**Spin-orbit lowering of the 3d3/2 level along the 19-electron sequence**

The table holds, for [Ar] 3d1 ions from Sc2+ to Tl62+, the energy of the 3d3/2 level relative to the configuration average and Σ<r²> from Dirac-Coulomb Hartree-Fock, with ζ and F2 from non-relativistic Hartree-Fock. The program tests lowering = −Rζ with R near 1.5 and screened hydrogenic scaling of ζ, F2 and Σ<r²>, fitted to the known rows with Z ≥ 30, and predicts Tc24+ and Ag28+ with leave-two-neighbours-out error bars. The predicted lowerings, −3.259 ± 0.009 and −5.190 ± 0.015 eV, compare with computed −3.262 and −5.191 eV, while bare 1.5ζ overshoots by about 2% and a single power of Z falls about 8% short. The fit fails at low charge (67% in Sc2+), and the hits are interpolations that test smoothness, not cause. The output also checks the 0.6 × orbital gap rule and the dilution of the 3d contraction in Ba37+, and the size of the omitted Gaunt term in four rows.

Hartree-Fock for 19-electron ions, [Ar] 3d1, with the B-spline radial atomic code 1. Energies and Σ<r²> (all electrons) are Dirac-Coulomb with a Fermi nucleus, averaged over the nl configuration or over the jj configuration that fills j = l − 1/2 first (low j first). F2 and ζ = (α²/2)<(1/r) dV/dr>, with no exchange or self-repulsion in V, are non-relativistic with a point nucleus.

## The fit in Python

```python
# Table: [Ar]3d1 ions, B-spline radial code; E(3d3/2) - E(nl average), Sum<r2> (Dirac-Coulomb HF), zeta, F2 (non-rel. HF).
# Tested: lowering = -R*zeta with R near 1.5; screened hydrogenic zeta, F2, Sum<r2>; prediction of withheld rows.
T = {
    'ion': ['Sc2+', 'Cr5+', 'Co8+', 'Zn11+', 'As14+', 'Kr17+', 'Zr21+', 'Tc24+', 'Ag28+', 'Sn31+', 'I34+', 'Ba37+', 'Pr40+', 'Sm43+', 'Tb46+', 'Er49+', 'Lu52+', 'W55+', 'Pt59+', 'Tl62+'],
    'Z': [21, 24, 27, 30, 33, 36, 40, 43, 47, 50, 53, 56, 59, 62, 65, 68, 71, 74, 78, 81],
    'charge': [2, 5, 8, 11, 14, 17, 21, 24, 28, 31, 34, 37, 40, 43, 46, 49, 52, 55, 59, 62],  # e
    'jj_cfg': ['(3d3/2)1', '(3d3/2)1', '(3d3/2)1', '(3d3/2)1', '(3d3/2)1', '(3d3/2)1', '(3d3/2)1', '(3d3/2)1', '(3d3/2)1', '(3d3/2)1', '(3d3/2)1', '(3d3/2)1', '(3d3/2)1', '(3d3/2)1', '(3d3/2)1', '(3d3/2)1', '(3d3/2)1', '(3d3/2)1', '(3d3/2)1', '(3d3/2)1'],
    'lowering': [-0.01501, -0.07619, -0.1962, -0.4041, -0.7342, -1.226, -2.21, -3.262, -5.191, -7.118, -9.535, -12.52, -16.15, -20.53, -25.75, -31.91, -39.13, -47.52, -60.75, -72.39],  # eV
    'r2_nl': [16.22, 9.096, 6.03, 4.323, 3.26, 2.548, 1.912, 1.578, 1.253, 1.069, 0.9223, 0.8029, 0.7045, 0.6224, 0.5532, 0.4943, 0.4438, 0.4001, 0.3505, 0.3186],  # bohr²
    'r2_pct': [-0.03, -0.02, -0.02, -0.02, -0.03, -0.03, -0.04, -0.05, -0.06, -0.07, -0.08, -0.09, -0.1, -0.11, -0.13, -0.14, -0.16, -0.17, -0.19, -0.21],  # %
    'zeta': [0.01325, 0.05493, 0.1376, 0.2808, 0.5074, 0.8435, 1.514, 2.226, 3.529, 4.824, 6.442, 8.434, 10.85, 13.75, 17.19, 21.23, 25.95, 31.41, 39.97, 47.45],  # eV
    'F2': [7.528, 12.77, 17.11, 21.2, 25.16, 29.05, 34.18, 37.99, 43.05, 46.82, 50.59, 54.35, 58.1, 61.85, 65.59, 69.33, 73.06, 76.79, 81.77, 85.5],  # eV
}
HELD = [7, 8]  # rows withheld from the fit
import numpy as np
from scipy.constants import alpha as al, physical_constants as pc
from scipy.integrate import quad
from scipy.special import gammainc
H = pc['Hartree energy in eV'][0]
Z = np.array(T['Z'], float); ion = T['ion']; x2 = (Z*al)**2; o = np.ones_like(Z)
keys = ['lowering', 'zeta', 'F2', 'r2_nl', 'r2_pct']
D = {k: np.array(T[k], float) for k in keys}; D['R'] = -D['lowering']/D['zeta']
kz = al**2/810*H
kF = H*(4/3)*56/720*quad(lambda s: s**3*np.exp(-s)*gammainc(9, s), 0, 200)[0]
S = 2*3 + 2*42 + 6*30 + 2*207 + 6*180 + 126   # hydrogenic <r2>*Z^2 of 1s2 2s2 2p6 3s2 3p6 3d1
Zz = (D['zeta']/kz)**0.25
def ls(cols, y, idx):
    A = np.array(cols).T; c = np.linalg.lstsq(A[idx], y[idx], rcond=None)[0]
    return A @ c, c
def model(idx):
    P = [o, 1/Z, 1/Z**2]
    sz, cz = ls(P, Z-Zz, idx); sF, cF = ls(P, Z-D['F2']/kF, idx)
    sr, cr = ls([o, 1/Z, Z*x2, Z*x2**2], Z-np.sqrt(S/D['r2_nl']), idx)
    r, cR = ls([x2, 1/Z, 1/Z**2], D['R']/1.5-1, idx); p, cp = ls([o, x2, x2**2], D['r2_pct'], idx)
    pw, cw = ls([o, np.log(Z)], np.log(-D['lowering']), idx)
    z = kz*(Z-sz)**4
    return dict(lowering=-1.5*(1+r)*z, zeta=z, F2=kF*(Z-sF), r2_nl=S/(Z-sr)**2, r2_pct=p, R=1.5*(1+r), pw=-np.exp(pw)), (cz, cF, cr, cR, cp, cw)
known = [i for i in range(len(Z)) if i not in HELD]; fit = [i for i in known if Z[i] >= 30]
M, C = model(fit); I = {s: i for i, s in enumerate(ion)}
f = lambda c: ' '.join('%.4g' % v for v in c)
print('hydrogenic: zeta=%.4e eV*Zeff^4, F2=%.4f eV*Zeff, Sum r2=%d bohr2/Zeff^2; fit Z>=30 (* not fitted)' % (kz, kF, S))
print('sigma_zeta(1,1/Z,1/Z2):', f(C[0]), '| sigma_F2:', f(C[1]), '| sigma_r2(1,1/Z,Zx2,Zx4):', f(C[2]))
print('R/1.5-1 (x2,1/Z,1/Z2):', f(C[3]), '| r2_pct(1,x2,x4):', f(C[4]), '| power law exponent %.2f' % C[5][1])
E = lambda k, z: (1+(z*al/(3-k+np.sqrt(k*k-(z*al)**2)))**2)**-0.5/al**2
Dir = (E(3, Zz)-E(2, Zz))*H/(2.5*D['zeta'])
print('ion sig_zeta R R/1.5-1% DiracHyd% rest% | err% of: lowering zeta F2 r2 powerlaw (rounding 0.005-0.05%)')
e = lambda k, i, m=None: 100*(M[m or k][i]/D[k][i]-1)
for i in known:
    q = D['R'][i]/1.5
    print('%s%s %.2f %.3f %+.1f %+.1f %+.1f | %+.2f %+.2f %+.2f %+.2f %+.1f' % (ion[i], '' if i in fit else '*', Z[i]-Zz[i], D['R'][i], 100*(q-1), 100*(Dir[i]-1), 100*(q/Dir[i]-1), e('lowering', i), e('zeta', i), e('F2', i), e('r2_nl', i), e('lowering', i, 'pw')))
cv = {k: 0.0 for k in keys+['R']}
for j in range(1, len(fit)-2):
    out = fit[j:j+2]; m = model([i for i in fit if i not in out])[0]
    for k in cv:
        for i in out:
            cv[k] = max(cv[k], abs(m[k][i]-D[k][i])/(1 if k == 'r2_pct' else abs(D[k][i])))
for i in HELD:
    for k in cv:
        p = M[k][i]; fl = 0.005 if k == 'r2_pct' else 0.5*10**(np.floor(np.log10(abs(p)))-3)
        b = max(cv[k]*(1 if k == 'r2_pct' else abs(p)), fl); d = p-D[k][i]
        print('%s %s pred %.4f +- %.4f | computed %.4f miss %+.4f (%.2f bars, rounding %.4f)' % (ion[i], k, p, b, D[k][i], d, abs(d)/b, fl))
    print('%s rivals for lowering: power law %.3f eV (%+.1f%%); -1.5*computed zeta %.3f eV (%+.1f%%)' % (ion[i], M['pw'][i], e('lowering', i, 'pw'), -1.5*D['zeta'][i], 100*(1.5/D['R'][i]-1)))
ex = lambda k, a, b: np.log(D[k][I[b]]/D[k][I[a]])/np.log(Z[I[b]]/Z[I[a]])
print('exponent in Z (lowering, zeta, F2): Sc-Cr %.1f %.1f %.1f; Pt-Tl %.2f %.2f %.2f; 4Z/Zeff at Tl %.2f' % (*[ex(k, 'Sc2+', 'Cr5+') for k in keys[:3]], *[ex(k, 'Pt59+', 'Tl62+') for k in keys[:3]], 4*81/Zz[I['Tl62+']]))
# below: typed from further outputs of the same runs
gap = (93.69044-92.92381)*H; a, b = 0.06220988, 0.06359504; av = 0.4*a+0.6*b; rb = D['r2_nl'][I['Ba37+']]
print('Ba37+: gap %.2f eV, 0.6*gap %.3f eV, lowering %.2f eV; averaged IE minus tabulated -12.59 eV' % (gap, 0.6*gap, D['lowering'][I['Ba37+']]))
print('Ba37+: 3d share of r2 %.1f%%, 3d3/2 vs average %.2f%%, diluted %.3f%%, table %.2f%%' % (100*av/rb, 100*(a/av-1), 100*(a-av)/rb, D['r2_pct'][I['Ba37+']]))
G = {'As14+': (1.157063, 1.155382), 'Zr21+': (2.201332, 2.197417), 'Sn31+': (4.608855, 4.599254), 'Tl62+': (22.92252, 22.86437)}
print('Gaunt jj-nl:', '; '.join('%s %.3f eV %.1f%%' % (s, (g[0]-g[1])*H, -100*(g[0]-g[1])*H/D['lowering'][I[s]]) for s, g in G.items()))
print('unrounded r2 change %%: Sc %.3f Cr %.3f Co %.3f Zn %.3f' % tuple(100*(u/v-1) for u, v in [(16.21172, 16.21667), (9.09451, 9.096222), (6.028644, 6.029813), (4.322209, 4.323193)]))
print('Zn->Lu factors: <r-3> %.1f, lowering %.1f; Sc->Tl lowering %.0f; Sc2+ IE jj - measured %.2f eV' % (669.4746/18.14534, D['lowering'][I['Lu52+']]/D['lowering'][I['Zn11+']], D['lowering'][I['Tl62+']]/D['lowering'][I['Sc2+']], 23.74584-24.75684))
assert np.all(D['lowering'][known] < 0) and np.all(np.diff(D['lowering'][known]) < 0)
assert np.all(np.diff(D['R'][known]) > 0)
assert 4 < ex('zeta', 'Pt59+', 'Tl62+') < 5
assert abs(0.6*gap + D['lowering'][I['Ba37+']]) < 0.02
```

It prints:

```
hydrogenic: zeta=1.7889e-06 eV*Zeff^4, F2=1.2360 eV*Zeff, Sum r2=1890 bohr2/Zeff^2; fit Z>=30 (* not fitted)
sigma_zeta(1,1/Z,1/Z2): 9.041 7.074 730.8 | sigma_F2: 11.58 10.15 830.8 | sigma_r2(1,1/Z,Zx2,Zx4): 8.255 30.16 -0.1191 -0.1298
R/1.5-1 (x2,1/Z,1/Z2): 0.1036 -1.775 13.11 | r2_pct(1,x2,x4): 0.005972 -0.5379 -0.2296 | power law exponent 5.17
ion sig_zeta R R/1.5-1% DiracHyd% rest% | err% of: lowering zeta F2 r2 powerlaw (rounding 0.005-0.05%)
Sc2+* 11.72 1.133 -24.5 +0.1 -24.5 | +67.06 +33.13 +15.82 -9.85 +393.0
Cr5+* 10.76 1.387 -7.5 +0.2 -7.7 | +7.96 +4.86 +2.17 -2.24 +93.6
Co8+* 10.35 1.426 -4.9 +0.3 -5.2 | +1.60 +0.99 +0.45 -0.61 +38.2
Zn11+ 10.10 1.439 -4.1 +0.4 -4.4 | +0.24 +0.14 +0.04 -0.10 +15.6
As14+ 9.92 1.447 -3.5 +0.5 -4.0 | -0.11 -0.07 -0.03 +0.04 +4.1
Kr17+ 9.80 1.453 -3.1 +0.6 -3.7 | -0.19 -0.09 -0.02 +0.07 -2.3
Zr21+ 9.67 1.460 -2.7 +0.9 -3.5 | -0.12 -0.07 -0.02 +0.04 -6.6
Sn31+ 9.48 1.476 -1.6 +1.5 -3.1 | +0.01 +0.02 +0.01 -0.01 -8.1
I34+ 9.44 1.480 -1.3 +1.8 -3.1 | +0.03 +0.03 +0.01 -0.03 -7.3
Ba37+ 9.40 1.484 -1.0 +2.0 -3.0 | +0.04 +0.02 +0.00 -0.02 -6.2
Pr40+ 9.37 1.488 -0.8 +2.3 -3.0 | +0.09 +0.03 +0.01 -0.02 -4.8
Sm43+ 9.35 1.493 -0.5 +2.6 -3.0 | +0.07 +0.01 +0.00 -0.01 -3.2
Tb46+ 9.32 1.498 -0.1 +3.0 -3.0 | +0.05 +0.01 +0.00 +0.00 -1.5
Er49+ 9.31 1.503 +0.2 +3.3 -3.0 | +0.05 +0.03 -0.00 +0.01 +0.4
Lu52+ 9.29 1.508 +0.5 +3.7 -3.0 | +0.02 +0.00 +0.00 +0.01 +2.3
W55+ 9.27 1.513 +0.9 +4.0 -3.1 | -0.01 -0.01 +0.01 +0.02 +4.3
Pt59+ 9.25 1.520 +1.3 +4.6 -3.1 | -0.05 -0.02 -0.01 +0.00 +7.1
Tl62+ 9.24 1.526 +1.7 +5.0 -3.1 | -0.10 -0.02 -0.01 -0.02 +9.2
Tc24+ lowering pred -3.2591 +- 0.0094 | computed -3.2620 miss +0.0029 (0.31 bars, rounding 0.0005)
Tc24+ zeta pred 2.2261 +- 0.0032 | computed 2.2260 miss +0.0001 (0.03 bars, rounding 0.0005)
Tc24+ F2 pred 37.9890 +- 0.0184 | computed 37.9900 miss -0.0010 (0.05 bars, rounding 0.0050)
Tc24+ r2_nl pred 1.5785 +- 0.0019 | computed 1.5780 miss +0.0005 (0.29 bars, rounding 0.0005)
Tc24+ r2_pct pred -0.0492 +- 0.0058 | computed -0.0500 miss +0.0008 (0.13 bars, rounding 0.0050)
Tc24+ R pred 1.4640 +- 0.0022 | computed 1.4654 miss -0.0014 (0.63 bars, rounding 0.0005)
Tc24+ rivals for lowering: power law -3.001 eV (-8.0%); -1.5*computed zeta -3.339 eV (+2.4%)
Ag28+ lowering pred -5.1900 +- 0.0149 | computed -5.1910 miss +0.0010 (0.07 bars, rounding 0.0005)
Ag28+ zeta pred 3.5293 +- 0.0051 | computed 3.5290 miss +0.0003 (0.06 bars, rounding 0.0005)
Ag28+ F2 pred 43.0483 +- 0.0209 | computed 43.0500 miss -0.0017 (0.08 bars, rounding 0.0050)
Ag28+ r2_nl pred 1.2525 +- 0.0015 | computed 1.2530 miss -0.0005 (0.36 bars, rounding 0.0005)
Ag28+ r2_pct pred -0.0605 +- 0.0058 | computed -0.0600 miss -0.0005 (0.08 bars, rounding 0.0050)
Ag28+ R pred 1.4706 +- 0.0022 | computed 1.4710 miss -0.0004 (0.18 bars, rounding 0.0005)
Ag28+ rivals for lowering: power law -4.751 eV (-8.5%); -1.5*computed zeta -5.293 eV (+2.0%)
exponent in Z (lowering, zeta, F2): Sc-Cr 12.2 10.6 4.0; Pt-Tl 4.64 4.55 1.18; 4Z/Zeff at Tl 4.51
Ba37+: gap 20.86 eV, 0.6*gap 12.517 eV, lowering -12.52 eV; averaged IE minus tabulated -12.59 eV
Ba37+: 3d share of r2 7.9%, 3d3/2 vs average -1.32%, diluted -0.104%, table -0.09%
Gaunt jj-nl: As14+ 0.046 eV 6.2%; Zr21+ 0.107 eV 4.8%; Sn31+ 0.261 eV 3.7%; Tl62+ 1.582 eV 2.2%
unrounded r2 change %: Sc -0.031 Cr -0.019 Co -0.019 Zn -0.023
Zn->Lu factors: <r-3> 36.9, lowering 96.8; Sc->Tl lowering 4823; Sc2+ IE jj - measured -1.01 eV
```
